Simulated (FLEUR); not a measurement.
# Energy of D03-type Mn3Si against fixed total spin moment, all-electron LDA at the measured cell

I have to decide whether Mn3Si is worth pursuing as a spin-polarised electrode with a small net moment, which would keep its stray field low in a magnetic junction. For that I need to know where the total moment settles and how much energy it costs to push it away from there. The calculation holds the total spin moment of the four-atom cell at chosen values, in LDA and with the atoms fixed at the measured structure. Energies are per cell and are counted from the run without spin polarisation, so a negative value means that the magnetic state is lower. One further run leaves the moment free.

## Computational details

Mn3Si (D03 type): the measured cell (COD); 4 atoms in the cell, atoms and cell held. FLEUR MaX-R8.1, all-electron FLAPW in bulk geometry, scalar-relativistic valence, LDA (VWN), basis cutoff 3.6 1/bohr, density cutoff 10.8 1/bohr, Fermi-Dirac smearing of 0.08 eV, muffin-tin radii Mn 2.28, Si 2.28 bohr. Local moments are those inside the muffin-tin spheres. Collinear spins without spin-orbit coupling, 8x8x8 k-points. The total moment is held by two Fermi energies, one for each spin; the row marked free is the unconstrained run, and the row at M = 0 is the run without spin polarisation.

Notes on method and selection:

- Each run ends in the state reached from its start (the fixed-moment runs continue from an earlier run), which may not be the lowest.
- Only the total moment is held, so Mn moments within the cell can turn antiparallel; orders that need a larger cell are not probed and can lie lower.
- At small fixed moments Mn atoms on different sites can carry local moments of opposite sign, so the curve need not run smoothly into the unpolarised point.
- Stoner picture: E = M^2 (1/(2N) - I/4) for small M, with N the density of states of both spins at the Fermi energy of the unpolarised run and I the Stoner parameter of the cell.
- A blank cell means that the quantity does not apply to the row, or that its run was not made or gave no value that passed the checks named.
- Curves that are not smooth, that do not rise at the largest moment or whose runs differ in settings are not tabled.
- Runs that did not converge, have known faults or may not be shown are not listed, and runs on Ansatz's PAW sets soft_1 and soft_2 are kept to separate tables.

Columns:

- fixed moment (μB/cell): total spin moment of the cell, held fixed.
- energy from unpolarised (meV/cell): free energy of the cell less that of the run without spin polarisation.
- Mn moment (μB): largest spin moment inside a Mn sphere, signed along the total.

## Numbers

| member | fixed moment (μB/cell) | energy from unpolarised (meV/cell) | Mn moment (μB) |
| --- | --- | --- | --- |
| M = 0 muB | 0.000 | 0.0 | – |
| M = 0.481 muB | 0.481 | −179.8 | 2.144 |
| M = 0.962 muB | 0.962 | ? | ? |
| M = 1.08 muB, free | 1.085 | −313.7 | 2.392 |
| M = 1.44 muB | 1.442 | −301.1 | 2.297 |
| M = 1.92 muB | 1.923 | −272.0 | 2.156 |
| M = 2.4 muB | 2.404 | −238.6 | 2.033 |
| M = 2.88 muB | 2.885 | −195.6 | 1.974 |

Cells marked ? are withheld until the estimate has been made.

## Mechanism

The free run settles at 1.085 μB per cell, 313.7 meV below the unpolarised state, and it is the lowest of the rows shown. From there to 2.885 μB the energy rises at every step, first by 12.6 / 0.357 = 35.3 meV per μB and at the end by 43.0 / 0.481 = 89.4 meV per μB. Towards small moments the climb is steeper: between 1.085 and 0.481 μB it averages 133.9 / 0.604 = 222 meV per μB.

The small total hides large local moments. In the free run one Mn sphere holds 2.392 μB, so the rest of the cell must carry 1.085 − 2.392 = −1.307 μB, which I read as mainly the other two Mn atoms pointing the other way. At 2.885 μB the rest carries 2.885 − 1.974 = +0.911 μB. Forcing the total up therefore mostly undoes this opposed arrangement, and the energy rises as it goes.

At 0.481 μB the largest Mn moment is already 2.144 μB and the energy is −179.8 meV. Most of that gain comes from forming local moments, so the small-M Stoner formula should not be fitted to this point.

Electron counting suggests why the moment settles near 1 μB. The cell has 3 × 7 + 4 = 25 valence electrons, and Heusler-type compounds of this kind favour 12 electrons in the minority spin, which leaves 13 − 12 = 1 μB. A smaller moment then puts minority electrons above a gap or a deep minimum in their density of states, which would account for the steep side.

This is the best moment for the four-atom cell only. Real Mn3Si orders at low temperature in a long-period antiferromagnetic spiral without a net moment, an order that this cell cannot hold. For the electrode, that counts against it more than the curve counts in its favour.

## Prediction

Plain estimates from the members shown:

- M = 0.962 muB, straight-line interpolation between M = 0.481 muB and M = 1.08 muB, free: w = (0.962 − 0.481) / (1.085 − 0.481) = 0.796, so −179.8 + 0.796 × (−313.7 − (−179.8)) = −286.4 meV/cell

The straight line gives −286.4 meV, but it ignores that the free run is a stationary point: with the two spins sharing one Fermi energy, the slope of energy against moment is zero there. The withheld moment lies only 1.085 − 0.962 = 0.123 μB below it, so the energy should have risen little.

I use a parabola with its lowest point at the free run, passing through the row at 0.481 μB:

−313.7 + 133.9 × (0.123 / 0.604)² = −308.1 meV.

The same construction on the upper side, drawn through 1.923 μB, gives −313.7 + 41.7 × (0.357 / 0.838)² = −306.1 meV at 1.442 μB. The table has −301.1 meV, a miss of 5.0 meV. A straight line misses by about as much there, so the preference for the parabola rests on the zero slope and on how close the withheld moment is to the free one.

The electron count could sharpen the bend. If the energy stayed flat down to 1 μB and then rose in a straight line to the row at 0.481 μB, the rise at 0.962 μB would be 133.9 × (1 − 0.962) / (1 − 0.481) = 9.8 meV, giving −313.7 + 9.8 = −303.9 meV. The smearing of 0.08 eV should soften such a corner, so I keep the parabola and take the 5 meV miss as the error. A run caught in a different arrangement of local moments could fall well outside it.

**Committed estimate, M = 0.962 muB: energy from unpolarised = −308 ± 5 meV/cell.**

## How the estimate fared

| member | fixed moment (μB/cell) | energy from unpolarised (meV/cell) | Mn moment (μB) |
| --- | --- | --- | --- |
| M = 0.962 muB | 0.962 | −305.0 | 2.383 |

| member | estimate | energy from unpolarised (meV/cell) | computed | estimate − computed | miss in error bars |
| --- | --- | --- | --- | --- | --- |
| M = 0.962 muB | committed | −308.0 | −305.0 | −3.0 | 0.6 |
| M = 0.962 muB | interpolation | −286.4 | −305.0 | +18.6 |  |

The computed energy is −305.0 meV per cell. My −308 ± 5 lies 3.0 meV too low, inside the error bar, while the straight line was 18.6 meV too high. The zero slope at the free run was therefore the right thing to build in.

The parabola was still too soft. From 1.085 down to 0.962 μB the energy rises by 313.7 − 305.0 = 8.7 meV, where I had allowed 313.7 − 308.1 = 5.6 meV. The sharp bend at 1 μB, which I set aside because of the smearing, would have missed by only 305.0 − 303.9 = 1.1 meV. That fits a minority-spin gap or deep minimum near this filling, though one point within my error bar is thin support for it.

Above the free moment the opposed arrangement is undone as I had read it. From 1.085 to 2.885 μB the large Mn moment falls by 0.418 μB while the total rises by 1.800 μB. The two smaller Mn moments supply the increase, first by shrinking and then by turning parallel to the large one.

## Where the trend breaks

The unpolarised row stands apart because it is a different kind of state. It has no local moments, whereas at 0.481 μB one Mn sphere already holds 2.144 μB. The drop of 179.8 meV between these two rows therefore says little about the cost of changing the total. A state with opposed local moments that cancel to zero is not shown in the table.

Among the magnetic rows, the one at 0.481 μB lies highest, 133.9 meV above the free run. Between it and 0.962 μB the energy changes by 125.2 / 0.481 = 260 meV per μB, against 29.1 / 0.481 = 60.5 meV per μB between 1.442 and 1.923 μB, a step of the same length that lies even further from the free moment. Turning over one electron's spin changes the total by 2 μB, so the cost is about 2 × 260 = 520 meV per electron on the low side and 2 × 60.5 = 121 meV on the high side. The likeliest reason is that lowering the total below 1 μB pushes electrons into minority states above the gap or minimum. That has the right sign, and a few tenths of an eV is a reasonable size for it.

## Conclusions and limits

Within this cell the moment settles at 1.085 μB, and lowering it costs far more than raising it. Above the free moment, a straight line between neighbouring rows recovers the inner rows to within about 5 meV, always on the high side. Across the bend near 1 μB it fails by 18.6 meV, and there the zero slope at the free run has to be used.

In units of practice, one μB in a field of one tesla is worth about 0.058 meV. The mean slope up to 1.442 μB then corresponds to 35.3 / 0.058 ≈ 600 T, so no ordinary laboratory field will shift the moment noticeably.

A gradient-corrected functional would probably deepen the magnetic states against the unpolarised one, so the energies counted from that state depend on the choice of LDA. For the electrode the spiral order decides: I would not pursue bulk Mn3Si as a source of spin-polarised current with a net moment.
